**Promotion energies in the nickel atom**

In this spin-unpolarised relativistic LDA atom, trading a 4s for a 3d electron changes the energy by at most 1.6 eV while 4p is empty, but by 5.9 eV between the rows with seven and eight 3d electrons and one 4p electron, where 3d lies deeper. Lifting 4s to 4p costs 4 to 5 eV per electron, and lifting 3d to 4p costs 6 to 17 eV. The same runs give mean radii of about 1 bohr for 3d, 2.4 to 3.1 bohr for 4s and 3.1 to 4.7 bohr for 4p.

All-electron Dirac Kohn–Sham calculations for the neutral Ni atom with Quantum ESPRESSO 7.5 (ld1.x), using the relativistic LDA (MacDonald–Vosko exchange, VWN5 correlation) and a point nucleus. Each configuration is solved self-consistently with a spherical, spin-unpolarised density. The highest eigenvalue is that of the highest occupied level.

```csv
configuration,energy above the lowest configuration listed (eV),highest eigenvalue (eV),highest level
[Ar] (3d3/2)4 (3d5/2)5 (4s1/2)1,0.000,-4.7164,4s1/2
[Ar] (3d3/2)4 (3d5/2)5.5 (4s1/2)0.5,0.227,-3.2799,3d5/2
[Ar] (3d3/2)4 (3d5/2)4.5 (4s1/2)1.5,0.397,-5.2554,4s1/2
[Ar] (3d3/2)4 (3d5/2)4 (4s1/2)2,1.565,n/a,n/a
[Ar] (3d3/2)4 (3d5/2)5 (4s1/2)0.5 (4p1/2)0.5,1.956,-1.4409,4p1/2
[Ar] (3d3/2)4 (3d5/2)3.5 (4s1/2)2 (4p1/2)0.5,6.088,-2.1308,4p1/2
[Ar] (3d3/2)4 (3d5/2)4 (4s1/2)1 (4p1/2)1,6.184,-2.2788,4p1/2
[Ar] (3d3/2)4 (3d5/2)4 (4p1/2)2,11.105,-2.9502,4p1/2
[Ar] (3d3/2)4 (3d5/2)3 (4s1/2)2 (4p1/2)1,12.074,-2.7878,4p1/2
[Ar] (3d3/2)4 (3d5/2)2 (4s1/2)2 (4p1/2)2,28.870,-4.0009,4p1/2
```

Below, $d^9s^1$ stands for nine 3d electrons and one 4s electron outside the argon core, $E$ is the energy above the lowest configuration listed, and $\varepsilon_d,\varepsilon_s,\varepsilon_p$ are the $3d_{5/2}$, $4s_{1/2}$ and $4p_{1/2}$ eigenvalues of the same runs. The highest level is the highest occupied one.

**(a)** For $d^8s^2$, $d^{8.5}s^{1.5}$, $d^9s^1$ and $d^{9.5}s^{0.5}$ the gap $\varepsilon_d-\varepsilon_s$ is $-3.205$, $-1.516$, $-0.120$ and $+0.979$ eV. Estimate $E(d^9s^1)-E(d^8s^2)$, locate the minimum, and account for the change of highest level.

*Solution.* Janak's theorem states $\partial E/\partial n_i=\varepsilon_i$ for the occupation $n_i$ of level $i$. Moving $x$ electrons from 4s to 3d gives $dE/dx=\varepsilon_d-\varepsilon_s$, and Simpson's rule over one electron gives

$$\Delta E\approx\tfrac16\,[-3.205+4(-1.516)-0.120]\ \text{eV}=-1.565\ \text{eV},$$

equal to the tabulated difference, with nothing fitted. The theorem is built into the Kohn–Sham equations, so the agreement says nothing about the quality of the functional. It does allow each eigenvalue gap to be read as the slope of the energy. The midpoint gap alone is off by 3 % of the step. The starting gap alone, which ignores the motion of the levels, doubles it.

The energy is least where the gap vanishes. A cubic passed through the four gaps puts this at about 9.05 d electrons, some 0.003 eV below $d^9s^1$, which is thus the lowest row listed because it lies nearest the crossing. Beyond the crossing $3d_{5/2}$ is the highest level, above a 4s level that holds only half an electron, and returning charge to 4s lowers the energy. On the d-poor side the imbalance is reversed: in $d^8s^2$ the 3d holes lie 3.2 eV below the filled 4s at $-5.85$ eV.

**(b)** Why is s→p promotion nearly linear while d→p steepens, and what orders the 4p eigenvalues?

*Solution.* The curvature $d^2E/dx^2$ for transfer from $a$ to $b$ is the rate at which the gap changes, $U_{aa}-2U_{ab}+U_{bb}$, where $U_{ij}=\partial\varepsilon_i/\partial n_j$ is the repulsion after relaxation. Second differences of three equally spaced rows give, in eV per electron squared, 0.30 for s→p at $d^8$, 3.1 for s→d between $d^8$ and $d^9$, and 6.3 for d→p from $d^8$ to $d^6$.

The cause is screening. Charge in a shell of radius $r$ raises the potential by about $1/r$ everywhere inside it and by less outside. Moving an electron from 3 bohr to 1 bohr therefore lifts inner levels most, as the runs show: from $d^8s^2$ to $d^9s^1$ the 1s level rises by 4.93 eV, 2s by 5.53 eV, 3d by 4.22 eV and 4s by only 1.13 eV. With frozen orbitals the mean inverse radii would give about 24 eV inside, so relaxation of the other electrons removes most of the shift. The large $U_{dd}$ is poorly cancelled by the cross term. The 4s and 4p orbitals both lie outside the d shell and overlap, so their three terms nearly cancel, and the two s→p steps cost 4.62 and 4.92 eV. The unrelaxed $F^0$ integrals of the $d^9s^{0.5}p^{0.5}$ run, combined in the same way, give 1.0, 11 and 15 eV for s→p, s→d and d→p: the same order, roughly two to three times too large.

For d→p the cancellation is worst, since 4p is the most diffuse orbital, and 3d contracts from 1.01 to 0.87 bohr as it empties, which should raise $U_{dd}$. Part of the factor of two between 6.3 and 3.1 comes from the d count at which each is taken: between $d^7s^2p^1$ and $d^8s^1p^1$ the s→d gap changes by 4.2 eV, against a d→p curvature of 5.85 over the same d range. From $d^7s^2p^1$ to $d^6s^2p^2$, 3d falls by 7.90 eV and 4p by 1.21 eV. Hence the second whole promotion costs 16.8 eV against 10.5 eV for the first, and the same promotion from $d^9s^1$, where 3d starts higher, costs 6.2 eV. Because the curvature itself grows along this two-electron path, the midpoint rule is 0.28 eV low, 1 % of the step.

Among the $s^2$ rows $\varepsilon_p$ deepens as d empties, from $-2.13$ through $-2.79$ to $-4.00$ eV. The d count alone does not order the column: $d^8p^2$ at $-2.95$ eV lies below $d^7s^2p^1$. The more penetrating 4s screens 4p better than another 4p electron does, and replacing the last 4s electron by 4p lowers $\varepsilon_p$ by 0.67 eV.

**(c)** Which features belong to the method rather than to nickel, and what should neighbouring atoms do?

*Solution.* The fractional rows are not spectroscopic states. A true mixture of $d^8s^2$ and $d^9s^1$ has an energy on the straight line between them, whereas $d^{8.5}s^{1.5}$ lies 0.39 eV below it. Theory traces this sag to evaluating the Hartree and local exchange-correlation energies on the averaged density, which leaves self-interaction uncancelled. Curvature across whole-number rows, which gave the s→p and d→p values in (b), reflects real repulsion; the s→d value there rests on a fractional row and measures this sag. Self-interaction is also one reason why $-4.72$ eV is far from the ionisation energy, roughly 7.6 eV as a recalled figure.

In nature $d^8s^2$ and $d^9s^1$ are, again as a rough recollection, degenerate within about a tenth of an eV, so the 1.565 eV separation belongs to the model and is not the spacing of the lowest terms. Spin polarisation and term splitting are absent, although both configurations have triplet lowest terms. Exchange between two compact d holes should favour $d^8s^2$ more than d–s exchange favours $d^9s^1$, an effect not run here but open to a first-order estimate: the $F^2$, $F^4$ and $G^2$ integrals of the $d^9s^{0.5}p^{0.5}$ run put ${}^3F$ about 1.3 eV below the $d^8$ average and ${}^3D$ about 0.14 eV below the $d^9s^1$ average. The net 1.2 eV would be most of the gap if the unpolarised energy were a configuration average, which it is only roughly. The placing of all holes in $3d_{5/2}$ cannot be responsible: the 3d splitting is 0.21 to 0.29 eV, and averaging over $j$ would raise the two-hole configuration more. Local functionals are known to favour d filling, but that share cannot be isolated from the energy parts, because a Hartree change of $+133$ eV and an exchange-correlation change of $-6$ eV are offset by the remainder.

By the screening argument, one step to the right in the 3d row the added nuclear charge lowers 3d more than 4s and pushes the crossing towards a full d shell, and lighter 3d atoms cross nearer $s^2$. In a cation the loss of outer screening likewise leaves d below s, so d-rich configurations win. A more diffuse 4d shell should give a smaller s–d curvature.
